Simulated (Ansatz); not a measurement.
# A ladder of methods for BNH3 (SMILES B[NH])

The species is BNH3 (5 atoms), meant as a doublet with charge 0. SMILES: `B[NH]`. The shape was relaxed beforehand at PBE0/def2-SVP.

Quantity: the adiabatic electron affinity (to the singlet anion, shapes relaxed at PBE0/def2-SVP, no zero-point term), in eV. The values are calculated.

The electron affinity is E(neutral) − E(anion): positive where the electron is bound.

```
                level                    kind  program  value (eV)  less CCSD(T)/def2-TZVPP
       UHF/def2-TZVPP            Hartree–Fock   Ansatz        0.45                    -1.45
    USVWN5/def2-TZVPP                     LDA   Ansatz        1.95                    +0.05
      UPBE/def2-TZVPP                     GGA   Ansatz        1.78                    -0.12
  U-r2SCAN/def2-TZVPP                meta-GGA   Ansatz        1.66                    -0.24
    UB3LYP/def2-TZVPP           global hybrid   Ansatz        1.83                    -0.07
UCAM-B3LYP/def2-TZVPP  range-separated hybrid   Ansatz        1.82                    -0.08
   RPA@PBE/def2-TZVPP                     RPA   Ansatz        2.18                    +0.28
  UCCSD(T)/def2-TZVPP   coupled cluster or CI   Ansatz        1.90                     0.00
```

UCCSD(T)/def2-TZVPP is the highest level here, not the true value. The values span 0.45 to 2.18 eV.

Every method binds the extra electron, but Hartree–Fock recovers only 0.45 eV of the 1.90 eV found with coupled cluster. Most of the binding at the highest level is therefore a correlation effect. In the H2B–NH radical the unpaired electron sits mainly on nitrogen, and attachment completes a second electron pair there, while the formally empty boron p orbital can accept π density from nitrogen. The closed-shell anion, isoelectronic with methanimine, thus gains opposite-spin correlation that a mean-field treatment omits.

The density functionals capture most of this gain, yet they show no steady improvement with rising complexity: the affinity falls from LDA through GGA to meta-GGA, then rises again with the two hybrids. The close LDA agreement probably reflects cancellation of errors rather than a better description of the anion. RPA is the only method to overshoot the reference substantially. Because the basis lacks diffuse functions, which anions need more than neutrals, the converged affinity is probably higher, and the ranking of the functionals against coupled cluster could change.
